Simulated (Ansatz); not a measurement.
Isomers of GeNH3Cl

2 of its isomers, all doublets with charge 0: A = `[NH][GeH2][Cl]`; B = `[NH2][GeH][Cl]`.

Shapes, held fixed at every level: PBE0-D4/def2-TZVP. Flexible molecules stand in one conformer, not always the lowest. Programs: Ansatz 0.2.0.

Electronic energies in kJ/mol, without zero-point or thermal terms.

```
                level                    kind   B − A
          HF/def2-SVP            Hartree–Fock   -65.7
        HF/def2-TZVPP            Hartree–Fock   -68.2
   PBE0-D4/def2-TZVPP           global hybrid  -124.5
r2SCAN0-D4/def2-TZVPP           global hybrid  -114.5
   wB97M-V/def2-TZVPP  range-separated hybrid  -126.6
   wB97X-V/def2-TZVPP  range-separated hybrid  -115.1
        CCSD/def2-SVP   coupled cluster or CI  -104.2
   CCSD(T)/def2-TZVPP   coupled cluster or CI  -113.2
```

The highest level, CCSD(T)/def2-TZVPP, puts B lowest of these. All levels agree on that. The B − A difference spans -126.6 to -65.7 kJ/mol over the levels. Open shells run unrestricted unless RO is named. Relativity is left out for Ge unless named. Correlated rows may include outer-core shells of Ge, which these sets cover unevenly.

Moving a hydrogen from germanium to nitrogen turns the aminyl radical A into the germyl radical B, and every level favours the latter. The formal bond count is unchanged: a Ge–H bond is exchanged for a stronger N–H bond, while the unpaired electron moves from a compact nitrogen 2p orbital to a more diffuse, s–p mixed orbital on germanium. The preference therefore mainly reflects the strength of the N–H bond, probably with some help from donation by the amino lone pair into the half-filled germanium orbital.

Hartree–Fock gets the order right but recovers only part of the gap. The larger basis barely changes its result, so the shortfall is mostly missing correlation, which should favour B because it has an additional electron pair in the compact valence shell of nitrogen. Among the hybrids, r2SCAN0-D4 and wB97X-V lie close to CCSD(T), whereas PBE0-D4 and wB97M-V exaggerate the preference. The energy difference gives no barrier for the hydrogen shift, so A could still be kinetically persistent.
